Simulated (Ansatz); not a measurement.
Ti₃Ag: the change of pressure with volume ratio

Plane-wave density functional theory, PAW datasets, Gaussian smearing 0.05 eV: equation of state, the given cell scaled in volume with shape and atoms relaxed at each volume. The results are calculated, by Ansatz 0.2.0.

The cell before it is scaled or strained (space group Pm-3m, No. 221):
```
CELL_PARAMETERS angstrom
4.03770 0.00000 0.00000
0.00000 4.03770 0.00000
0.00000 0.00000 4.03730
ATOMIC_POSITIONS crystal
Ti 0.00000 0.50000 0.50000
Ti 0.50000 0.00000 0.50000
Ti 0.50000 0.50000 0.00000
Ag 0.00000 0.00000 0.00000
```

Settings of every row: paw set soft_2; functional PBEsol; spin treatment none; moment partition spheres; spin axis none; wave cutoff 420 eV; k mesh 8x8x8; symmetry use detected.

Atom hubbard u: 0 on all atoms.

| row | volume ratio | V (Å³/atom) | pressure (GPa) | energy above given cell (meV per atom) |
| --- | --- | --- | --- | --- |
| 1 | 0.96 | 15.797 | 5.554 | 11.17 |
| 2 | 0.98 | 16.126 | 2.647 | 2.75 |
| 3 | 1 | 16.455 | ? | ? |
| 4 | 1.02 | 16.784 | -2.382 | 2.42 |
| 5 | 1.04 | 17.113 | -4.545 | 9.54 |

Question: what pressure should row 3 give?

Worked fit of pressure. Take u = (V_r/V)^(2/3) − 1 with V_r = 16.455 Å³ an atom, which is twice the finite (Eulerian) strain; such expansions in the strain, on which the Birch-Murnaghan equation of state is built, carry the rest volume and the bulk modulus. The shown rows have u = 0.02758, 0.01356, -0.01311, -0.0258. Least squares give pressure = 0.0081 + 188.367 × u + 461 × u² GPa; a straight line predicts inner rows, each left out in turn, worse (root mean square 0.19 against 0.00037 GPa). All shown rows lie on it to the printed digit. The pressure vanishes at u = -0.0000, or V = 16.46 Å³ an atom, and there the bulk modulus with shape and atoms relaxed is B = −V dP/dV = (2/3)(1 + u) dP/du = 126 GPa. The withheld row has u = 0, so the fit gives 0.0081 + 188.367 × (0) + 461 × (0)² = 0.008 GPa.

The calculation gave 0.009 GPa. The fit lies 0.001 GPa (11 % of the value, 0.0099 % of the column's range) below it, one unit of the last digit.

The other values of row 3: energy above given cell 0 meV per atom.
